**Q:** I have a Ti₅Si crystal that is flattened or stretched along its threefold axis while its volume is held fixed. The energy behaves as I would expect, but the pressure confuses me. It drops as the cell gets longer, turns negative, and is almost back to zero for the longest cell. Is that cell close to a second equilibrium?

Ti₅Si (space group R32, 16.33 Å³ per atom), deformed from its relaxed cell along the threefold axis at fixed volume and fractional coordinates. Calculated with Ansatz 0.2.0 using plane-wave PAW, scalar-relativistic PBE without spin polarisation, a 420 eV cutoff, a 12×12×12 k mesh and 0.15 eV Gaussian smearing. Energies are free energies; pressure is positive in compression.

| axial ratio (over its starting value) | energy change (meV/atom) | pressure (GPa) |
| --- | --- | --- |
| 0.85 | 109.8 | 3.05 |
| 0.92 | 30.8 | 1.35 |
| 1.0 | 0.0 | 0.01 |
| 1.1 | 43.6 | -0.53 |
| 1.2 | 152.8 | 0.23 |

**A:** Look at the energy change in that row first. The longest cell lies 153 meV per atom above the relaxed one, the highest value in the table. The pressure there is small because it is an average over three directions. The same calculation gives a compressive stress of 7.9 GPa in each of the two directions across the axis and a tension of 15.1 GPa along it. These nearly cancel in the average, although the cell is pushing hard to become shorter and wider.

**Q:** Then which stress tells me whether the cell is near an equilibrium?

**A:** On this path it is the difference between the stress across the axis and the stress along it. Let u be the natural logarithm of the axial ratio. At fixed volume a small change du lengthens the cell along the axis by the fraction 2du/3 and narrows it by du/3 in each direction across. Adding the work done in the three directions gives

dE/du = (2/3) V (P_across − P_along),

where E is the energy per atom, V the volume per atom, and the two P are the stresses, positive in compression. The average pressure drops out because the volume doesn't change.

**Q:** Can you show me that with numbers?

**A:** Take the step from axial ratio 1.0 to 1.1, for which u grows by 0.0953. The stress difference rises from practically zero to 13.34 GPa, so its mean is about 6.67 GPa. With V = 16.33 Å³ and 1 eV/Å³ = 160.2 GPa, the work is (2/3) × 16.33 × 6.67 × 0.0953 / 160.2 = 0.043 eV per atom. The table has 43.6 meV. No constant was adjusted, but energy and stress come from the same calculation, so the agreement confirms the bookkeeping and is no independent test of the physics.

**Q:** So a second equilibrium would need this difference to return to zero?

**A:** Yes, and it shows no tendency to do so. It grows from row to row, from −18 GPa in the flattest cell to +23 GPa in the longest, and passes through zero at the relaxed shape. Five points can't exclude a narrow feature between them or another minimum beyond the ends. Within the sampled range, though, the crystal is driven back towards one shape.

**Q:** Why does it resist both deformations?

**A:** At fixed volume, whatever moves apart along the axis must come closer across it, and the reverse. The shortest distance between atoms shows this: it is 2.69 Å in the relaxed cell, 2.58 Å in the flattest and 2.53 Å in the longest. On elongation the shortest contact shrinks just as a length across the axis does; on flattening a different contact, one that leans along the axis, becomes the shortest.

In the relaxed cell the gains and losses from such changes balance to first order. What remains is the second-order cost: squeezed contacts repel more steeply, while stretched ones lose bonding. That is the standard argument for an elastic energy, and the distances fit it, but they don't tell us how much each contact contributes.

**Q:** Does the cost then grow as the square of u?

**A:** Roughly. I fitted E = A u² to all five rows and got A of about 4.4 eV per atom. The largest miss is 7.5 meV per atom, at axial ratio 0.85, where the formula gives too much. The longest cell costs 1.39 times as much as the flattest, but its u² is already 1.26 times as large, so most of that imbalance comes from how far each end was deformed.

**Q:** That settles the energy. Why doesn't the pressure simply rise on both sides as well?

**A:** Because it answers another question: how fast would the energy fall if the cell expanded without changing its shape? Two effects contribute. The first is that the distortion becomes cheaper in a larger volume. When the atoms are further apart, their forces usually respond less steeply to a change of shape, so a distorted cell can lower its energy by expanding. This gives a positive pressure whichever way the cell is distorted, and it grows as u².

The second effect is that the preferred axial ratio itself depends on volume. The fits imply that, with the atoms kept at their fractional coordinates, it rises by about 0.1 % when the volume is reduced by 1 %. A flattened cell therefore gains by expanding, since a larger volume suits a flatter shape. An elongated cell gains by shrinking. This contribution is proportional to u and changes sign with it.

**Q:** So they help each other on one side and fight on the other?

**A:** Exactly. In the flattest cell they contribute about 1.6 and 1.5 GPa, which together come close to the 3.05 GPa in the table. On elongation the term in u wins at first and the pressure becomes negative. The term in u² then catches up: at axial ratio 1.2 the two are −1.8 and +1.9 GPa.

**Q:** How far can I trust that split?

**A:** Trust the signs and the rough sizes. The two coefficients were fitted to all five pressures, including the rows I just used, and the worst miss is 0.13 GPa. When each row in turn is left out and predicted, the typical error is 0.33 GPa, more than the whole pressure at 1.2. The model explains why that pressure is small, but it couldn't have predicted its value. The output below gives both parts for every row.

**Q:** Would a cubic crystal stretched along a threefold axis do the same?

**A:** Not near its cubic shape. There, symmetry makes the cubic shape a stationary point at every volume, so the term in u vanishes and the pressure starts with u². In Ti₅Si the space group is R32 in all rows and leaves the axial ratio free. The energy minimum sits at 1.0 only because the ratio is counted from the relaxed cell, and it can move when the volume changes.

**Q:** Could I use the stiffness from this curve in a design calculation?

**A:** Only as a rough guide to this one deformation of a perfect crystal at zero temperature, at the PBE level. The energy divided by u² varies between 4.2 and 4.8 eV per atom from row to row, so the fitted constant is an average over large strains. The atoms kept their fractional coordinates, and forces of up to 0.7 eV/Å remain on them in the flattest cell. Letting them move would lower the energies of the strained cells; by how much wasn't calculated. What you can carry over is the warning about pressure: a small average can hide large opposing stresses.

Output of the analysis:

```
Strain, stresses in GPa and contacts in angstrom:
   row  log_strain    across     along  difference  shortest  scaled_across
  0.85     -0.1625    -3.109     15.37      -18.48     2.577          2.834
  0.92    -0.08338    -2.154     8.366      -10.52     2.636          2.761
   1.0           0  0.009846  0.009134    0.000712     2.685          2.685
   1.1     0.09531      3.92    -9.423       13.34     2.601          2.601
   1.2      0.1823     7.876    -15.07       22.95     2.526          2.527
fit of energy_change on 5 rows: coefficient of u**2 4443 +/- 110; rms 4.33, worst 0.85 7.54, leave-one-out rms 7.66
fit of pressure on 5 rows: coefficient of u -9.732 +/- 0.45, coefficient of u**2 58.32 +/- 2.8; rms 0.0946, worst 0.92 -0.133, leave-one-out rms 0.327
Energy steps from the row before in meV/atom and parts of the pressure in GPa:
   row  energy_step  stress_work  odd_part  even_part
  0.85          n/a          n/a     1.582       1.54
  0.92          -79       -77.98    0.8115     0.4055
   1.0        -30.8        -29.8         0          0
   1.1         43.6        43.21   -0.9276     0.5298
   1.2        109.2        107.3    -1.774      1.939
Energy over squared log strain, rows 0.85 0.92 1.1 1.2, eV/atom: 4.157, 4.43, 4.8, 4.597
Energy at 1.2 over energy at 0.85: 1.392
Squared log strain at 1.2 over that at 0.85: 1.259
Isotropic shear modulus of equal stiffness, atoms clamped, GPa: 65.38
Rise of the best axial ratio for 1 percent less volume, atoms clamped, percent: 0.1116
Percent gain of the stiffness constant per atom for 1 percent less volume: 1.338
Axial ratio where the fitted pressure returns to zero: 1.182
Rough energy gained by freeing the volume at 0.85, meV/atom: 4.31
```
